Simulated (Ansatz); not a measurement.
# Ligand exchange: SiH3F + Sn(CH3)(SH) → SiH3(SH) + Sn(CH3)F

Species: SiH3F `F[SiH3]`, singlet; Sn(CH3)(SH), singlet; SiH3(SH) (sulfanylsilane), singlet; Sn(CH3)F, singlet. The partners trade F for SH: Si–F and Sn–SH bonds give way to Si–SH and Sn–F.

Shapes, held fixed at every level: PBE0-D4/def2-TZVP. Flexible molecules stand in one conformer, not always the lowest. Programs: Ansatz 0.2.0. The zero-point and thermal change to 298 K, harmonic and unscaled (PBE0-D4/def2-TZVP), is -2.8 kJ/mol.

```json
{"level": "HF/def2-SVP", "kind": "Hartree–Fock", "ΔH(298 K) (kJ/mol)": "+77.5", "less CCSD(T)/def2-TZVPP": "-1.6", "CPU time (sum over the molecules)": "–"}
{"level": "SPW92/def2-TZVPP", "kind": "LDA", "ΔH(298 K) (kJ/mol)": "+70.4", "less CCSD(T)/def2-TZVPP": "-8.7", "CPU time (sum over the molecules)": "6.5 s"}
{"level": "PBE-D4/def2-TZVPP", "kind": "GGA", "ΔH(298 K) (kJ/mol)": "+63.8", "less CCSD(T)/def2-TZVPP": "-15.3", "CPU time (sum over the molecules)": "9.8 s"}
{"level": "wB97M-V/def2-TZVPP", "kind": "range-separated hybrid", "ΔH(298 K) (kJ/mol)": "+69.8", "less CCSD(T)/def2-TZVPP": "-9.3", "CPU time (sum over the molecules)": "40 s"}
{"level": "MP2/def2-SVP", "kind": "perturbation theory", "ΔH(298 K) (kJ/mol)": "+73.1", "less CCSD(T)/def2-TZVPP": "-6.0", "CPU time (sum over the molecules)": "–"}
{"level": "CCSD(T)/def2-SVP", "kind": "coupled cluster or CI", "ΔH(298 K) (kJ/mol)": "+72.3", "less CCSD(T)/def2-TZVPP": "-6.8", "CPU time (sum over the molecules)": "8.5 s"}
{"level": "CCSD(T)/def2-TZVPP", "kind": "coupled cluster or CI", "ΔH(298 K) (kJ/mol)": "+79.1", "less CCSD(T)/def2-TZVPP": "0.0", "CPU time (sum over the molecules)": "99 s"}
```

The highest level, CCSD(T)/def2-TZVPP, gives ΔH(298 K) = +79.1 kJ/mol; the levels span +63.8 to +79.1. The column of differences is taken from that level and isn't an error. No measured value is set beside it here. For atoms past krypton def2 sets carry core potentials with scalar relativity. Outer-core shells of Sn are correlated in most correlated rows, in sets that cover them unevenly. Times are processor times on shared x86 and Arm servers, and rough.

The exchange is clearly endothermic at every level, so fluoride stays on silicon and the thiolate on tin. The main reason is probably the exceptional strength of the Si–F bond. Compact, hard Si(IV) gains much from strongly polar bonding to small fluoride, helped by donation from the fluorine lone pairs into σ* orbitals on silicon. The larger, softer Sn(II) centre gains less from replacing sulfur with fluorine, so Sn–F formation doesn't repay the loss of Si–F. Because the two centres differ in oxidation state as well as in period, the result isn't a pure comparison down the group.

The near agreement of Hartree–Fock with the highest level looks like a cancellation. In the same small basis, correlation lowers the enthalpy from +77.5 to +72.3 kJ/mol, while enlarging the coupled-cluster basis raises it to +79.1 kJ/mol. The direction of exchange is therefore secure for the isolated molecules, but it needn't carry over quantitatively to condensed phases, where Sn(II) fluorides and thiolates can associate through bridging ligands.
